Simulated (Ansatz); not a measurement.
## CF4 (tetrafluoromethane): a line through the functionals

The species is CF4 (5 atoms), meant as a singlet with charge 0. SMILES: `FC(F)(F)F`. The coordinates come from a PBE0-D4/def2-TZVP relaxation.

The vertical energy of the triplet above the singlet y, in eV, basis aug-cc-pVDZ; a is the functional's share of exact exchange. Programs: Ansatz 0.2.0.

```
functional  program     a  y (eV)
    r2SCAN   Ansatz     0   11.53
       PBE   Ansatz     0   10.80
     B3LYP   Ansatz   0.2   11.76
   r2SCAN0   Ansatz  0.25       ?
      PBE0   Ansatz  0.25   12.02
     BHLYP   Ansatz   0.5   12.84
```

Problem. Fit y = c + s·a to the known rows and predict r2SCAN0.

Solution. 
1. Means of the 5 rows: a = 0.1900, y = 11.790.
2. Σ(Δa)² = 0.172, Σ(Δa·Δy) = 0.5765, so the slope is 0.5765/0.172 = 3.3517.
3. Intercept: 11.790 − (3.3517) × 0.1900 = 11.153. The largest residual of the fit is 0.38.
4. r2SCAN0: 11.153 + (3.3517) × 0.25 = 11.99 eV.

The run gave 12.46 eV, so the prediction is off by -0.47 eV, about the scatter of the fit. The rows mix families of semi-local functionals, which the line can't see.

The triplet lies far above the singlet with every functional, as expected for a saturated molecule with strong, polar C–F bonds. The highest occupied orbitals are fluorine 2p lone pairs, held deep by fluorine's high electronegativity, while the electron has to go into an orbital of C–F antibonding or diffuse Rydberg character. The energy rises with the share of exact exchange across all the rows, probably because semi-local exchange over-stabilises the hole spread over the fluorine lone pairs.

The miss for r2SCAN0 has a clear pattern. r2SCAN already lies above PBE without exact exchange, and r2SCAN0 stays above PBE0 at the same share, 12.46 against 12.02 eV. The offset between the families thus survives the admixture, though it narrows, and a common line places r2SCAN0 too low. The slope is therefore an average sensitivity and not a property of the molecule. Nor does a vertical energy tell where the triplet ends up after relaxation, which could well involve breaking a C–F bond.
